**Student:** I have a silver wire, 1 mm thick, between a 30 K stage and a 5 K stage. If I change one thing about it, the anneal, an added atom, the diameter, or the metal itself, which way does the conductivity peak move, and by how much?

**Lecturer:** Fix the model first. Heat is carried by the electrons, and their thermal resistivity $W = 1/\kappa$ is a sum of two terms,

$$W(T) = W_0 + W_i = \frac{\rho_0}{L_0 T} + \beta T^2 .$$

$W_0$ comes from elastic scattering by impurities, defects and surfaces. It obeys the Wiedemann–Franz law with the residual electrical resistivity $\rho_0$ and $L_0 = \pi^2 k_B^2/(3e^2) = 2.443\times10^{-8}$ W Ω K$^{-2}$. $W_i$ comes from phonons. Their number grows as $T^3$, each collision changes the electron energy by about $k_BT$ and so relaxes the heat current, and the electronic heat capacity grows as $T$, which leaves $W_i \propto T^3/T = T^2$. Now differentiate.

**Student:** $dW/dT = -\rho_0/(L_0T^2) + 2\beta T = 0$ gives

$$T_m = \left(\frac{\rho_0}{2\beta L_0}\right)^{1/3}.$$

There $W_i = W_0/2$, so $W = \tfrac32 W_0 = 3W_i$ and

$$\kappa_{\max} = \frac{2L_0T_m}{3\rho_0} = \frac{1}{3\beta T_m^2}.$$

**Lecturer:** Eliminating $T_m$, you get $T_m \propto \rho_0^{1/3}\beta^{-1/3}$ and $\kappa_{\max} \propto \rho_0^{-2/3}\beta^{-1/3}$. Every change you listed acts through $\rho_0$ or $\beta$. I define $\mathrm{RRR} = \rho(293\ \mathrm{K})/\rho_0 = 1 + \rho_i/\rho_0$, with $\rho_i$ the phonon resistivity at 293 K. Then $\kappa_{\max} \propto (\mathrm{RRR}-1)^{2/3}$ and $T_m \propto (\mathrm{RRR}-1)^{-1/3}$, which are the familiar powers of RRR once RRR is large.

As given inputs take approximate values for silver: $\rho_i = 1.6\times10^{-8}$ Ω m, a typical $\beta = 5\times10^{-7}$ m W$^{-1}$ K$^{-1}$ and a Debye temperature $\theta = 225$ K. Let your wire have a total $\rho_0 = 4.0\times10^{-11}$ Ω m, so RRR = 401. Then $T_m^3 = 1637$ K$^3$, $T_m = 11.8$ K and $\kappa_{\max} = 4.8\times10^{3}$ W m$^{-1}$ K$^{-1}$.

**Student:** Three figures from a one-figure $\beta$?

**Lecturer:** The third figure of $T_m$ serves only to compare one wire with another. A $\beta$ larger by 30 % lowers both $T_m$ and $\kappa_{\max}$ by 8 %. Ratios of peak values at fixed $\beta$ do not contain $\beta$ at all. With these inputs the peak falls inside your window for RRR between 25 (peak at 30 K) and $5.2\times10^{3}$ (peak at 5 K). At the dirty end, writing RRR for RRR − 1 shifts $\kappa_{\max}$ by 2.8 %.

First change: anneal, so that $\rho_0$ falls by a factor 4 to $1.0\times10^{-11}$ Ω m. Argue before you calculate.

**Student:** Four times fewer defects, four times the conductivity. The peak goes up by 4.

**Lecturer:** It would if defects were the whole resistance. The curve $1/(\beta T^2)$ is a ceiling that annealing does not touch. The rising branch $L_0T/\rho_0$ becomes four times steeper and meets the ceiling at a lower temperature. So the peak moves down in $T$ and up in $\kappa$. It gains less than 4, because $\kappa_{\max}$ is proportional to the slope times $T_m$, and $T_m$ has shrunk. All peaks lie on the curve $\kappa = 1/(3\beta T^2)$.

**Student:** Then $T_m$ is multiplied by $4^{-1/3} = 0.63$, to 7.4 K, and $\kappa_{\max}$ by $4^{2/3} = 2.52$, to $1.2\times10^{4}$ W m$^{-1}$ K$^{-1}$. But my cryostat does not follow the peak around. What happens at a fixed temperature?

**Lecturer:** With $t = T/T_m$ one has $W_0/W_i = 2/t^3$, hence

$$\frac{\kappa}{\kappa_{\max}} = \frac{3t}{2+t^3}, \qquad \left.\frac{\partial \ln\kappa}{\partial \ln\rho_0}\right|_T = -\frac{W_0}{W} = -\frac{2}{2+t^3}.$$

For your wire the sensitivity is $-0.96$ at 5 K, $-2/3$ at the peak and $-0.11$ at 30 K.

**Student:** The $-2/3$ at fixed temperature equals the exponent of $\kappa_{\max}$. Shouldn't the shift of the peak add something?

**Lecturer:** Not to first order, since $\partial\kappa/\partial T = 0$ at the maximum. For a finite change it does add. At the old peak temperature $W_0 : W_i = 2 : 1$ becomes $\tfrac12 : 1$, so $\kappa$ exactly doubles, and walking down to the new peak brings the rest of the 2.52. At the ends, in units of $10^{-4}$ m K W$^{-1}$: at 5 K, $W_0$ falls from 3.27 to 0.819 beside $W_i = 0.125$, a gain in $\kappa$ of 3.6. At 30 K, $W_0$ falls from 0.546 to 0.136 beside $W_i = 4.50$, a gain of 1.09.

For a wire of cross-section $S$ and length $\ell$ with negligible contact resistance, the heat flow is $(S/\ell)\int\kappa\,dT$. With $\kappa = T/[\beta(T^3 + 2T_m^3)]$ the integral from 5 to 30 K rises from $9.1\times10^{4}$ to $1.6\times10^{5}$ W m$^{-1}$, a factor 1.8. One anneal thus gives 3.6, 2.52, 1.8 or 1.09, depending on the question.

**Student:** I distrust the 30 K number. Does $T^2$ hold at $\theta/7.5$?

**Lecturer:** Only roughly; the usual guide is $T \lesssim \theta/10 = 22.5$ K. In the Bloch model, with free electrons, Debye phonons and normal processes, the electrical resistivity is $A(T/\theta)^5J_5(\theta/T)$ with

$$J_5(y) = \int_0^y \frac{x^5e^x}{(e^x-1)^2}\,dx ,$$

and the leading thermal term is $W_i \propto (A/L_0T)(T/\theta)^3J_5(\theta/T)$. It lacks the small-angle factor $(T/\theta)^2$, because energy relaxes without any deflection. A pure $T^2$ law needs $J_5(\infty) = 120\,\zeta(5) = 124.4$. The ratio $J_5(\theta/T)/J_5(\infty)$ is 0.97 at 20 K and 0.77 at 30 K. Reducing $W_i$ by that 23 % turns the gain 1.09 into 1.11. Umklapp processes, absent from the model, push $W_i$ the other way. So the gain at 30 K is about a tenth, and the absolute $\kappa = 2.0\times10^{3}$ W m$^{-1}$ K$^{-1}$ there is good to about a quarter. Lattice conduction, typically 10 to 50 W m$^{-1}$ K$^{-1}$ near 10 to 30 K, is at most 2.5 % of that value.

Second change: dissolve 100 gold atoms per million in the original wire.

**Student:** Gold is monovalent like silver and nearly the same size. I would expect nothing.

**Lecturer:** It is a weak scatterer, but the wire is very clean. Take as a typical input $3.6\times10^{-9}$ Ω m per atomic percent. For 0.010 % that adds $3.6\times10^{-11}$ Ω m, almost as much as was there. The phonons hardly notice: with approximate atomic masses 197.0 and 107.9 the mean mass rises by $8\times10^{-5}$ of itself, so $\beta$ stays. Being non-magnetic, gold also leaves $\rho_0$ independent of temperature. Signs?

**Student:** The reverse of the anneal: the peak is lower and warmer. The size is $-\tfrac23 \times 0.90 = -60$ %.

**Lecturer:** That linearises a change of 90 %. The power law is convex in $\rho_0$, so the tangent overstates the loss. With $\rho_0 = 7.6\times10^{-11}$ Ω m, a factor 1.9, the peak height is multiplied by $1.9^{-2/3} = 0.65$, a loss of 35 %, to $3.1\times10^{3}$ W m$^{-1}$ K$^{-1}$. The position is multiplied by $1.9^{1/3} = 1.24$, to 14.6 K. Put the same gold into the annealed wire and $\rho_0$ grows by 4.6, so the peak keeps $4.6^{-2/3} = 0.36$ of its height and loses 64 %. What counts is the added resistivity relative to the $\rho_0$ already present.

Third change: a 50 µm wire with the same bulk defects.

**Student:** Conductivity is a material property. Only the conductance should change.

**Lecturer:** That holds while the mean free path $l$ is far below the diameter $d$. For free electrons $\rho\,l = \hbar k_F/(ne^2)$ with $k_F = (3\pi^2n)^{1/3}$. The approximate density $n = 5.86\times10^{28}$ m$^{-3}$ gives $k_F = 1.20\times10^{10}$ m$^{-1}$ and $\rho l = 8.4\times10^{-16}$ Ω m$^2$. At your $\rho_0$ that is $l = 21$ µm, negligible against 1 mm and comparable with 50 µm. A rough surface scatters elastically, so it acts as an extra residual resistivity, and the signs are those of the gold: lower and warmer. For fully diffuse scattering in a round wire the extra term is $C\rho l/d$, with $C = 3/4$ for $d \gg l$ and $C = 1$ for $d \ll l$. We are in between, so compute both.

**Student:** For $C = 1$ the increase is $\rho l\,(1/d_2 - 1/d_1) = 1.6\times10^{-11}$ Ω m, a factor 1.40 in $\rho_0$. The peak is multiplied by 0.80, to $3.8\times10^{3}$ W m$^{-1}$ K$^{-1}$, and moves to 13.2 K. For $C = 3/4$ I get $1.2\times10^{-11}$ Ω m, a factor 1.30, a height factor 0.84 and 12.9 K.

**Lecturer:** So a loss of 16 to 20 % and a peak near 13 K; partly specular surfaces would lose less. You were right about which effect is larger in the conductance: the area falls by 400, and the surface term raises that to about 500 at the peak for $C = 1$.

Fourth change: replace silver by copper at the same $\rho_0$.

**Student:** Silver conducts better at room temperature, so copper loses.

**Lecturer:** Room temperature tests the strength of the coupling. The peak tests how many phonons survive near 12 K, and the stiffer copper lattice has fewer. For $T \gg \theta$, $J_5(y) \to y^4/4$, so the slope of the resistivity is $\rho' = A/(4\theta)$. Inserting $A = 4\theta\rho'$ in $W_i$ gives $\beta \propto \rho'/\theta^2$. The prefactor depends on the ratio of Fermi to Debye wave number, which is the same for two monovalent metals. I do not trust its absolute value and use the ratio alone. With approximate copper inputs $\rho_i = 1.7\times10^{-8}$ Ω m and $\theta = 343$ K, and $\rho' \approx \rho_i/(293\ \mathrm{K})$,

$$\frac{\beta_{\mathrm{Cu}}}{\beta_{\mathrm{Ag}}} = \frac{1.7}{1.6}\left(\frac{225}{343}\right)^2 = 0.46 .$$

The rising branch is unchanged and the ceiling is lifted, so the peak slides up the straight line $\kappa = 2L_0T/(3\rho_0)$: higher and warmer, by the same factor.

**Student:** $0.46^{-1/3} = 1.30$, so $T_m = 15.3$ K and $\kappa_{\max} = 6.2\times10^{3}$ W m$^{-1}$ K$^{-1}$. But 293 K is below $\theta$ for copper. Your slope is suspect.

**Lecturer:** The next term is $J_5 \approx (y^4/4)(1 - y^2/18)$. At 293 K, $y^2/18$ is 0.076 for copper and 0.033 for silver. That raises the $\beta$ ratio by a factor 1.047 and lowers 1.30 to 1.28. Call it 1.3, within a model that ignores umklapp and the real Fermi surfaces. At equal RRR instead of equal $\rho_0$, copper's $\rho_0$ is larger by $1.7/1.6$, and the uncorrected factors become 1.32 for $T_m$ and 1.25 for $\kappa_{\max}$. At fixed temperature the pattern is the mirror image of the anneal, since the sensitivity to $\beta$ is $-W_i/W$. The gain is 2 % at 5 K and a factor 1.9 at 30 K. The last figure is where the Debye cut-off bites: $J_5(\theta/T)/J_5(\infty)$ at 30 K is 0.97 for copper against 0.77 for silver, which brings 1.9 down to 1.6.

**Student:** One objection is left. You assumed that $\beta$ does not care about purity.

**Lecturer:** That is Matthiessen's rule, and it is approximate. In the variational form of the Boltzmann equation the resistivity is a minimum over trial distributions of a functional that is additive in the scattering mechanisms. The minimum of a sum is at least the sum of the minima, so $W \ge W_0 + W_i$, with $W_i$ taken for the ideal crystal. The effective $\beta$ of an impure wire therefore exceeds the ideal one. Suppose $\beta \propto \rho_0^{\,\nu}$ over some range. Then $T_m \propto \rho_0^{(1-\nu)/3}$ and $\kappa_{\max} \propto \rho_0^{-(2+\nu)/3}$. For an illustrative $\nu = 0.1$ the anneal gives 0.66 and 2.64 in place of 0.63 and 2.52. The signs survive for any $0 \le \nu < 1$, and in this example the sizes move by 5 %.

| Change | factor in $\rho_0$ | factor in $\beta$ | $T_m$ (K) | $\kappa_{\max}$ ($10^3$ W m$^{-1}$ K$^{-1}$) |
|---|---|---|---|---|
| reference wire | 1 | 1 | 11.8 | 4.8 |
| anneal | 1/4 | 1 | 7.4 | 12 |
| 100 ppm gold | 1.9 | 1 | 14.6 | 3.1 |
| 50 µm diameter, $C = 1$ | 1.40 | 1 | 13.2 | 3.8 |
| copper, same $\rho_0$ | 1 | 0.46 | 15.3 | 6.2 |

**Student:** Then I can run it backwards. A change of $\rho_0$ moves height and position in opposite directions and conserves $\kappa_{\max}T_m^2 = 1/(3\beta)$. A change of $\beta$ moves them together and conserves $\kappa_{\max}/T_m = 2L_0/(3\rho_0)$.

**Lecturer:** Yes, and within the two-term model the peak coordinates return both parameters separately: $\beta = 1/(3\kappa_{\max}T_m^2)$ and $\rho_0 = 2L_0T_m/(3\kappa_{\max})$.